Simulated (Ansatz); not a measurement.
## Au: the change of pressure with volume per atom

Periodic Kohn-Sham DFT of a crystal at fixed atoms; pressure and stress are positive in compression; the energy is the free energy less that of spherical unpolarised free atoms; site moments are those in the method's own spheres, positive along +z. The results are calculated, by Ansatz 0.2.0.

Cell of the first row (space group Fm-3m, No. 225):
```
CELL_PARAMETERS angstrom
0.00000 2.03620 2.03620
2.03620 0.00000 2.03620
2.03620 2.03620 0.00000
ATOMIC_POSITIONS crystal
Au 0.00000 0.00000 0.00000
```

Settings of every row: method frozen-core PAW; functional PBE; relativity scalar; k mesh 14x14x14; filling fermi-dirac; smearing width 0.03 eV; wave cutoff 420 eV; paw set soft_2.

Atom start moment: 0 on all atoms.

Limits: no spin-orbit coupling on heavy atoms.

```
row  volume per atom (Å³)  pressure (GPa)
  1                16.885          10.454
  2                17.594           3.054
  3                17.953           0.018
  4                18.312               ?
  5                 19.03          -6.717
```

Question: what pressure should row 4 give?

Worked fit of pressure. Take u = (V_r/V)^(2/3) − 1 with V_r = 17.773 Å³ an atom, which is twice the finite (Eulerian) strain; such expansions in the strain, on which the Birch-Murnaghan equation of state is built, carry the rest volume and the bulk modulus. The shown rows have u = 0.03476, 0.00677, -0.0067, -0.04454. Least squares give pressure = 1.486 + 225.627 × u + 930.91 × u² GPa; a straight line predicts inner rows, each left out in turn, worse (root mean square 0.95 against 0.0042 GPa). The rows lie off it by 0.000, -0.002, 0.002, 0.000. The pressure vanishes at u = -0.0068, or V = 17.96 Å³ an atom, and there the bulk modulus at fixed shape and fractions is B = −V dP/dV = (2/3)(1 + u) dP/du = 141 GPa. The withheld row has u = -0.01972, so the fit gives 1.486 + 225.627 × (-0.01972) + 930.91 × (-0.01972)² = -2.601 GPa.

The calculation gave -2.59 GPa. The fit lies 0.011 GPa (0.064 % of the column's range) below it; its largest miss of a shown row is 0.002 GPa.
